**Question: does the Imry–Ma argument give a usable domain size for amorphous TbFe₂ and DyFe₂?**

Papers on amorphous rare-earth–iron magnets say that random anisotropy destroys ferromagnetic order "by the Imry–Ma argument", and quote an effective anisotropy $K^4D^6/A^3$. I know the slogan: a domain of size $L$ gains $hL^{d/2}$ and pays $JL^{d-1}$ or $JL^{d-2}$. Where do these powers come from, what happens at $d=2$ and $d=4$, and why does an anisotropy that is even in the spin act like a field? When I put numbers for amorphous TbFe₂ into $L\sim A^2/K^2D^3$ I get about 1 Å, which is nonsense. What went wrong?

---

**Answer**

The powers are right. Your 1 Å comes from setting a prefactor to one that is of order $10^2$ in three dimensions.

## 1. Premises

1. The disorder is quenched: fixed in time, with $\overline{\cdots}$ denoting the average over it.
2. It is uncorrelated beyond a short length (one lattice spacing for random fields, a length $D$ for random axes), has finite variance and favours no direction.
3. Exchange is short-ranged and ferromagnetic.
4. The temperature is zero, or so far below the ordering temperature that it only renormalises the couplings.
5. The disorder is weak, so the domain size comes out much larger than its correlation length.

The method is a stability test: assume the uniform state and ask whether deforming a region of size $L$ lowers the energy. If it does so with finite probability for arbitrarily large $L$, the uniform state is not the ground state. In Sections 2 and 3 lengths are in lattice spacings; from Section 4 on the units are Gaussian.

## 2. Ising spins in a random field

$$H=-J\sum_{\langle ij\rangle}s_is_j-\sum_i h_is_i,\qquad s_i=\pm1,\qquad \overline{h_i}=0,\qquad \overline{h_ih_j}=h^2\delta_{ij},$$

with each nearest-neighbour bond of a hypercubic lattice counted once. Start from all $s_i=+1$ and reverse a cube of side $L$.

*Cost.* Bonds inside and outside the cube are unchanged. The $2d$ faces are crossed by $2dL^{d-1}$ bonds, each going from $-J$ to $+J$, so $\Delta E_{\rm ex}=4dJL^{d-1}$.

*Gain.* The field term changes by $2X$, with $X=\sum_{i\in\rm cube}h_i$. The cross terms average to zero, so $\overline{X^2}=h^2L^d$, and for large $L$ the central limit theorem makes $X$ Gaussian. This is the origin of $hL^{d/2}$.

The flip lowers the energy if $X<-2dJL^{d-1}$, which has probability

$$P(L)=\tfrac12\,\mathrm{erfc}\frac{x}{\sqrt2},\qquad x=\frac{2dJL^{d-1}}{hL^{d/2}}=2d\,\frac Jh\,L^{(d-2)/2}.$$

**$d<2$.** Here $x\to0$ and $P\to\frac12$ as $L$ grows, however small $h$ is. Order is lost, and flips become common where $x\approx1$:

$$L\approx\left(\frac{2dJ}{h}\right)^{2/(2-d)}\sim\left(\frac Jh\right)^{2/(2-d)}.$$

In a chain this is $L\approx4J^2/h^2$.

**$d>2$.** Since $\mathrm{erfc}(x/\sqrt2)\le e^{-x^2/2}$, and $L^d$ cubes of side $L$ contain a given site, the chance that some favourable cube covers the site is at most $\sum_L\frac12L^d\exp[-2d^2(J/h)^2L^{d-2}]$. The sum converges and vanishes as $h/J\to0$. This is not yet a proof, because irregular shapes are far more numerous than cubes; they are also strongly correlated. That order survives in $d=3$ for weak fields was proved by Imbrie (1984) for the ground state and by Bricmont and Kupiainen (1987) at low temperature.

**$d=2$.** Now $x=4J/h$ does not depend on $L$, and the leading powers do not decide. Wall roughening does. Let a wall with energy $\sigma\sim J$ per unit length bulge by $w$ over a stretch $\ell$. Dropping factors of order one, the extra length is $w^2/\ell$ and the swept area is $w\ell$, and the wall bulges to whichever side gains:

$$e(w)=\frac{\sigma w^2}{\ell}-h\sqrt{w\ell},\qquad w^*=\ell\left(\frac{h}{4\sigma}\right)^{2/3},\qquad e(w^*)=-3\sigma\ell\left(\frac{h}{4\sigma}\right)^{4/3}.$$

The gain per unit length is the same at every $\ell$. A wall of length $L$ can do this on the scales $\ell=L,L/2,L/4,\dots$, about $\log_2L$ of them, and the gains are taken to add. The wall energy per length, $\sigma[1-c_1(h/\sigma)^{4/3}\ln L]$ with $c_1$ of order one, then vanishes at $L\sim\exp[(\sigma/h)^{4/3}/c_1]$. This part is heuristic. The absence of order in $d\le2$ is a theorem of Aizenman and Wehr (1989).

## 3. Continuous symmetry

Take unit vectors $\mathbf s_i$ with $n\ge2$ components, and fields with variance $h^2$ per component.

*Cost.* A bond with a small angle $\theta$ costs $J(1-\cos\theta)\approx J\theta^2/2$. Rotate a region of size $L$ by $\vartheta$ and spread the rotation over a boundary layer of thickness $w$. The layer holds about $L^{d-1}w$ bonds of angle $\vartheta/w$ and costs about $J\vartheta^2L^{d-1}/w$. This falls as $w$ grows, and the largest available $w$ is of order $L$. Hence the cost $J\vartheta^2L^{d-2}$.

*Gain.* The summed transverse field is of order $hL^{d/2}$, and tilting towards it gains $h\vartheta L^{d/2}$. The gain is linear in $\vartheta$ and the cost quadratic, so every region tilts, by $\vartheta\sim(h/J)L^{(4-d)/2}$. For $d<4$ the tilt reaches one radian at

$$L\sim\left(\frac Jh\right)^{2/(4-d)}.$$

*With prefactors.* Write $\mathbf s=\hat{\mathbf z}\sqrt{1-\phi^2}+\boldsymbol\phi$, with $\boldsymbol\phi$ the $n-1$ transverse components. To lowest order

$$E=\int d^dr\left[\tfrac J2(\nabla\boldsymbol\phi)^2-\mathbf h_\perp\!\cdot\boldsymbol\phi\right].$$

The dropped term $h_z\phi^2/2$ has zero mean and enters at higher order in $h$. Stationarity gives $-J\nabla^2\boldsymbol\phi=\mathbf h_\perp$, so $\boldsymbol\phi_{\mathbf q}=\mathbf h_{\perp\mathbf q}/Jq^2$, and uncorrelated fields have a flat spectrum $h^2$. In a sample of size $L$,

$$\overline{\phi^2}=(n-1)\frac{h^2}{J^2}\frac{S_d}{(2\pi)^d}\int_{1/L}^{\pi}q^{d-5}dq,\qquad S_d=\frac{2\pi^{d/2}}{\Gamma(d/2)}.$$

For $d<4$ the lower limit gives $L^{4-d}/(4-d)$, the same power as above. For $d>4$ the integral is finite and $\overline{\phi^2}$ is small for weak fields, so the ordered state is self-consistent. For $d=4$, $S_4/(2\pi)^4=1/8\pi^2$ and the integral is $\ln\pi L$. The tilt still grows without bound and reaches one radian at $L\sim\exp[8\pi^2J^2/(n-1)h^2]$. The Aizenman–Wehr theorem covers isotropic random fields in $d\le4$. Thermal tilts go as $\int d^dq/q^2$, with one propagator instead of two, which is why their marginal dimension is 2.

## 4. Random anisotropy as a random torque

The model of Harris, Plischke and Zuckermann (1973) gives every rare-earth ion a term $-\mathcal D(\mathbf n_i\cdot\mathbf J_i)^2$ with its own easy axis $\mathbf n_i$. For an ion fully polarised along a direction at angle $\theta$ to $\mathbf n$, the longitudinal component contributes $J^2\cos^2\theta$ and the transverse zero-point part $(J/2)\sin^2\theta$ (in this formula and in Section 8, $J$ is the angular momentum). The sum is $J(J-\frac12)\cos^2\theta+J/2$. With $n_R$ ions per volume the continuum energy is

$$E=\int d^3r\left[A(\nabla\mathbf m)^2-K(\mathbf n(\mathbf r)\cdot\mathbf m)^2\right],\qquad K=n_R\mathcal DJ(J-\tfrac12),$$

where $|\mathbf m|=1$, $(\nabla\mathbf m)^2=\sum_{i,\alpha}(\partial_im_\alpha)^2$, and $A$ is the exchange stiffness. The axis $\mathbf n$ is constant within cubic cells of volume $D^3$, independent between cells and uniform on the sphere. This defines $D$.

Expanding about $\mathbf m=\hat{\mathbf z}$,

$$-K(\mathbf n\cdot\mathbf m)^2=-Kn_z^2-2Kn_z\,\mathbf n_\perp\!\cdot\boldsymbol\phi-K\left[(\mathbf n_\perp\!\cdot\boldsymbol\phi)^2-n_z^2\phi^2\right]+\dots$$

The bracket averages to $\phi^2/3-\phi^2/3=0$. The linear term is a random transverse field $f_a=2Kn_zn_a$, $a=x,y$. It is even in $\mathbf n$, as an axis requires, and it acquires a sign only because the ordered state supplies $\hat{\mathbf z}$. The sphere averages $\overline{n_zn_x}=0$, $\overline{n_z^2n_xn_y}=0$ and $\overline{n_z^2n_x^2}=1/15$ give, on scales larger than $D$,

$$\overline{f_a(\mathbf r)f_b(\mathbf r')}=\Delta\,\delta_{ab}\,\delta^3(\mathbf r-\mathbf r'),\qquad\Delta=\tfrac4{15}K^2D^3.$$

This is Section 3 with $J\to2A$, $h^2\to\Delta$, $n=3$. The uniform state is unstable for $d\le4$. Since $E$ is even under $\mathbf m\to-\mathbf m$, the disorder does not distinguish "up" from "down", and the Ising branch of Section 2 never applies to it.

## 5. Correlation length in three dimensions

Add a coherent easy-axis term $K_u\phi^2$, as a regulator and for later use, and set $\xi=\sqrt{A/K_u}$. Stationarity gives $2A(-\nabla^2+\xi^{-2})\boldsymbol\phi=\mathbf f$, so

$$\overline{\boldsymbol\phi(0)\cdot\boldsymbol\phi(\mathbf r)}=2\,\frac{\Delta}{4A^2}\,C(r),\qquad C(r)=\int\!\frac{d^3q}{(2\pi)^3}\frac{e^{i\mathbf q\cdot\mathbf r}}{(q^2+\xi^{-2})^2}=\frac{\xi\,e^{-r/\xi}}{8\pi}.$$

The factor 2 counts the transverse components. To verify $C$, apply $-\nabla^2+\xi^{-2}$: with $\nabla^2C=C''+2C'/r=C/\xi^2-2C/\xi r$ the result is $2C/\xi r=e^{-r/\xi}/4\pi r$, the transform of $1/(q^2+\xi^{-2})$.

As $K_u\to0$, $C(0)$ diverges, which is the instability, while $C(0)-C(r)\to r/8\pi$. Therefore

$$\overline{|\boldsymbol\phi(\mathbf r)-\boldsymbol\phi(0)|^2}=\frac{\Delta}{A^2}\,\frac{r}{8\pi}=\frac{K^2D^3}{30\pi A^2}\,r.$$

For unit vectors $\mathbf m\cdot\mathbf m'=1-\frac12|\mathbf m-\mathbf m'|^2$. Define the ferromagnetic correlation length by $\overline{\mathbf m(0)\cdot\mathbf m(\mathbf r)}\approx1-r/R_f$ for $D\ll r\ll R_f$. Then

$$R_f=60\pi\,\frac{A^2}{K^2D^3}=\frac{60\pi}{\lambda^2}\,D,\qquad\lambda=\frac{KD^2}{A},\qquad60\pi\approx188.$$

At finite $K_u$ the same formula gives $\overline{\phi^2}=\Delta\xi/16\pi A^2=\xi/R_f$. A field $H$ on a magnetisation $M$ enters as $K_u\to MH/2$, so the magnetisation deficit $\overline{\phi^2}/2$ falls as $H^{-1/2}$ for $D\ll\xi\ll R_f$.

## 6. The domain picture and the effective anisotropy

The finite-angle estimate in the manner of Alben, Becker and Chi (1978) tests whether so large a prefactor is plausible. Divide the sample into cubes of side $L$ with $N=(L/D)^3$ cells.

*Gain.* For uniform $\mathbf m$ in a cube the anisotropy energy density is $-K/3-K\,\mathbf m^{\!\top}Q\,\mathbf m$, where $Q=N^{-1}\sum\mathbf n\mathbf n^{\!\top}-\frac13\mathbb 1$ is symmetric and traceless. For large $N$ it is Gaussian and rotation-invariant, so its density is $\propto\exp(-\mathrm{tr}Q^2/4s^2)$, with $s^2=1/15N$ the variance of an off-diagonal element. The best $\mathbf m$ is the eigenvector with the largest eigenvalue. Passing to eigenvalues brings the Jacobian $\prod_{i<j}|\mu_i-\mu_j|$ of real symmetric matrices. Write $\mu_k=\rho\sqrt{2/3}\cos(\psi+2\pi k/3)$, so that $\mathrm{tr}Q^2=\rho^2$, the Jacobian is $\propto\rho^3|\sin3\psi|$, the area element is $\rho\,d\rho\,d\psi$, and $\mu_{\max}=\rho\sqrt{2/3}\cos\psi$ on $0\le\psi\le\pi/3$. The averages factorise. The weight $\rho^4e^{-\rho^2/4s^2}$ gives $\overline\rho=2s\,\Gamma(3)/\Gamma(\frac52)=16s/3\sqrt\pi$, and the weight $\sin3\psi$ gives $\overline{\cos\psi}=(9/16)/(2/3)=27/32$. Thus

$$\overline{\mu_{\max}}=\frac{c}{\sqrt N},\qquad c=\frac{3}{\sqrt{10\pi}}\approx0.535.$$

A region of size $L$ thus has a residual anisotropy of scale $K_{\rm eff}\equiv K/\sqrt N=K(D/L)^{3/2}$.

*Cost.* If $\mathbf m$ turns uniformly through the angle $\theta$ between centres of adjacent cubes, along each of three directions, the density is $\kappa A/L^2$ with $\kappa=3\overline{\theta^2}$. Each cube may use either end of its axis. If every neighbour pair could choose the acute angle, $\overline{\theta^2}=\int_0^{\pi/2}\theta^2\sin\theta\,d\theta=\pi-2$ and $\kappa=3.42$. Closed loops of cubes frustrate that choice. With random signs $\overline{\theta^2}=\frac12\int_0^\pi\theta^2\sin\theta\,d\theta=(\pi^2-4)/2$ and $\kappa=8.80$.

*Balance.* Minimise $e(L)=\kappa A/L^2-cK(D/L)^{3/2}$. The condition $2\kappa A/L^3=\frac32cKD^{3/2}/L^{5/2}$ gives

$$L=b\,\frac{A^2}{K^2D^3},\qquad b=\frac{16\kappa^2}{9c^2}=\frac{160\pi}{81}\kappa^2,\qquad e_{\min}=-\frac{\kappa A}{3L^2}<0.$$

The broken-up state lies below the uniform one, for which $e=0$. The two values of $\kappa$ give $b=73$ and $b=4.8\times10^2$. The estimate is crude, since a turning $\mathbf m$ does not collect the full gain, and $L$ is not defined as $R_f$ is. Still, 188 falls between the two values, so $b$ is of order $10^2$.

Inserting $L$ into $K_{\rm eff}$,

$$K_{\rm eff}=b^{-3/2}\,\frac{K^4D^6}{A^3}=b^{-3/2}\lambda^3K.$$

The quoted form has $b=1$, which amounts to the scaling condition $L=\sqrt{A/K_{\rm eff}}$. With $b=60\pi$, $b^{3/2}=2588$ and $K_{\rm eff}=3.9\times10^{-4}K^4D^6/A^3$. The exponents are robust; the prefactor depends on the definitions of $L$ and $D$.

## 7. Range of validity

- **Weak disorder.** One needs $R_f\gg D$, that is $\lambda\ll\sqrt{60\pi}=13.7$. The condition is weaker than $\lambda\ll1$. In the opposite limit each moment lies along $\pm\mathbf n_i$, exchange only selects signs, there is no averaging, and the anisotropy scale is $K$ itself.
- **Short distances.** The linear theory holds for $r\ll R_f$. It shows that uniform order fails, not what replaces it. Exponential decay beyond $R_f$ is an assumption; power-law decay would be equally compatible with the argument.
- **Equilibrium.** The argument compares energies and ignores barriers. Remanence and history-dependent domain sizes do not contradict it.
- **Isotropy.** With a coherent axis $\overline{\phi^2}=\xi/R_f$. If $\xi\ll R_f$ the tilt stays small, and since the disorder is even in $\mathbf m$, up–down long-range order survives.
- **Magnetostatics.** A mode $\boldsymbol\phi_{\mathbf q}$ has the extra energy density $2\pi M^2|\hat{\mathbf q}\cdot\boldsymbol\phi_{\mathbf q}|^2$. The polarisation along $\hat{\mathbf z}\times\hat{\mathbf q}$ is unaffected. The other has stiffness $Aq^2+g\sin^2\theta_q$, with $g=2\pi M^2$ and $\theta_q$ the angle of $\mathbf q$ to $\hat{\mathbf z}$. At small $q$ only the two poles contribute, $2\int_0^\infty\theta\,d\theta/(Aq^2+g\theta^2)^2=1/gAq^2$, which is integrable against $q^2dq$. Beyond $\ell_{\rm ex}=\sqrt{A/2\pi M^2}$ one of the two divergent modes drops out. The instability remains, and $R_f$ at most doubles.
- **Other sources of disorder.** Independent sources add in $\Delta\propto K^2D^3$, so a weak anisotropy with a long correlation length can dominate.
- **Temperature.** Near the ordering temperature critical fluctuations change the exponents.

## 8. Numbers for amorphous TbFe₂ and DyFe₂

All inputs below are typical or approximate values, uncertain by up to a factor of two.

*Anisotropy at low temperature.* Take $n_R\approx1.9\times10^{22}$ cm⁻³ and $\mathcal D/k_B\approx3$ K for Tb³⁺ ($J=6$). Then $J(J-\frac12)=33$, the energy per ion is 99 K, and $K=2.6\times10^8$ erg/cm³. In a given crystal field $\mathcal D$ is proportional to $-\alpha_J\langle r^2\rangle$, with the Stevens factor $\alpha_J=-1/99$ for Tb³⁺ and $-2/315$ for Dy³⁺ ($J=15/2$, $J(J-\frac12)=52.5$). The product $|\alpha_J|J(J-\frac12)$ equals $1/3$ for both ions. Up to the difference of several per cent in the 4f radial moment $\langle r^2\rangle$, the same $K$ serves for both alloys.

*Axis correlation.* $D$ cannot be smaller than $n_R^{-1/3}=3.7$ Å, one ion per cell. Take $D\approx5$ Å, or 2.4 ions per cell.

*Stiffness and magnetisation.* Take $A\approx3\times10^{-7}$ erg/cm for TbFe₂ and $2\times10^{-7}$ erg/cm for the more weakly coupled DyFe₂ at low temperature, with a net ferrimagnetic $M\approx700$ emu/cm³. For TbFe₂ at 300 K take $A\approx2\times10^{-7}$ erg/cm and $M\approx300$ emu/cm³.

*Thermal reduction of $K$.* Let a classical moment fluctuate about $\mathbf m$ with weight $e^{y\cos\vartheta}$. By the addition theorem, the average of $P_2(\mathbf n\cdot\mathbf s)$ over a distribution axially symmetric about $\mathbf m$ is $P_2(\mathbf n\cdot\mathbf m)\langle P_2(\cos\vartheta)\rangle$, so $K(T)/K(0)=\langle P_2\rangle$ to first order in the anisotropy. The integrals give the reduced moment $m_R=\coth y-1/y$ and $\langle P_2\rangle=1-3m_R/y$. An approximate $m_R\approx0.5$ for Tb at 300 K gives $y=1.80$, $\langle P_2\rangle=0.17$ and $K=4.4\times10^7$ erg/cm³.

With $b=60\pi$, and $H_{\rm eff}=2K_{\rm eff}/M$ as the field scale of pinning:

| | $\lambda$ | $R_f$ (Å) | $R_f/D$ | $K_{\rm eff}$ (erg/cm³) | $H_{\rm eff}$ (kOe) |
|---|---|---|---|---|---|
| TbFe₂, low $T$ | 2.17 | $2.0\times10^2$ | 40 | $1.0\times10^6$ | 2.9 |
| DyFe₂, low $T$ | 3.25 | 89 | 18 | $3.4\times10^6$ | 10 |
| TbFe₂, 300 K | 0.55 | $3.1\times10^3$ | $6.2\times10^2$ | $2.8\times10^3$ | 0.019 |

The digits only carry the arithmetic; the entries are orders of magnitude. Amorphous DyFe₂ has no 300 K row because it orders only near room temperature, where premise 4 fails.

Your result is the first row with $b=1$: $L=D/\lambda^2=1.1$ Å and $K_{\rm eff}=\lambda^3K\approx10K$. An average cannot exceed $K$, so the prefactor-free formula is unusable at $\lambda>1$. With the prefactor, all three rows satisfy $R_f\gg D$.

*Size of the neglected terms.*

- Magnetostatics: $2\pi M^2=3.1\times10^6$ erg/cm³ at low temperature and $5.7\times10^5$ erg/cm³ at 300 K, comparable with or far above $K_{\rm eff}$. For TbFe₂, $\ell_{\rm ex}=31$ Å and 59 Å, both below $R_f$, so most of the doubling of $R_f$ applies.
- Coherent anisotropy: sputtered Tb–Fe films typically carry a growth-induced $K_u\approx10^6$ erg/cm³. Then $\xi=55$ Å and $\overline{\phi^2}\approx0.3$ at low temperature, while $\xi=45$ Å and $\overline{\phi^2}\approx0.01$ at 300 K. Such a film is a uniaxial ferrimagnet with long-range order at room temperature, and the third row describes no length visible in it.
- Inhomogeneous stress: these alloys are strongly magnetostrictive. A stress anisotropy of, say, $10^5$ erg/cm³ correlated over 500 Å would contribute $(10^5/4.4\times10^7)^2(500/5)^3=5.2$ times the atomic $\Delta$ at 300 K.
- Two sublattices: the anisotropy acts on the rare earth, while most of the stiffness resides in the iron. An ion bound to the iron by an exchange energy $E_{\rm RFe}$ tilts locally by torque over stiffness, $2\,\varepsilon\,n_zn_\perp/E_{\rm RFe}$. With $\varepsilon/k_B=99$ K, an approximate $E_{\rm RFe}/k_B\approx500$ K and $\overline{n_z^2n_\perp^2}=2/15$, the rms tilt is 0.14 rad, or 8°.

*How far the table is from the real alloys.* It has the right trend: magnetically hard with short correlations at helium temperature, soft at room temperature, through $K_{\rm eff}\propto K^4$. The magnitudes miss by large factors, not tens of per cent. The spin correlation lengths seen by small-angle neutron scattering in amorphous TbFe₂ are shorter than the tabulated $R_f$, by a factor of a few at low temperature and by more than ten near room temperature. The coercivity exceeds the tabulated $H_{\rm eff}$ by a large factor, around ten at helium temperature. The rare-earth moments fan out over a cone several times wider than the tilt estimated above (a sperimagnet). All three misses point to disorder stronger than these inputs assume, or to states frozen short of equilibrium. Doubling $K$, which is within its uncertainty, divides $R_f$ by 4 and multiplies $K_{\rm eff}$ by 16, so the estimate cannot be tested on absolute values. Its content is the absence of uniform order in an isotropic sample and the scalings $R_f\propto A^2/K^2D^3$ and $K_{\rm eff}\propto K^4D^6/A^3$, valid while $R_f\gg D$.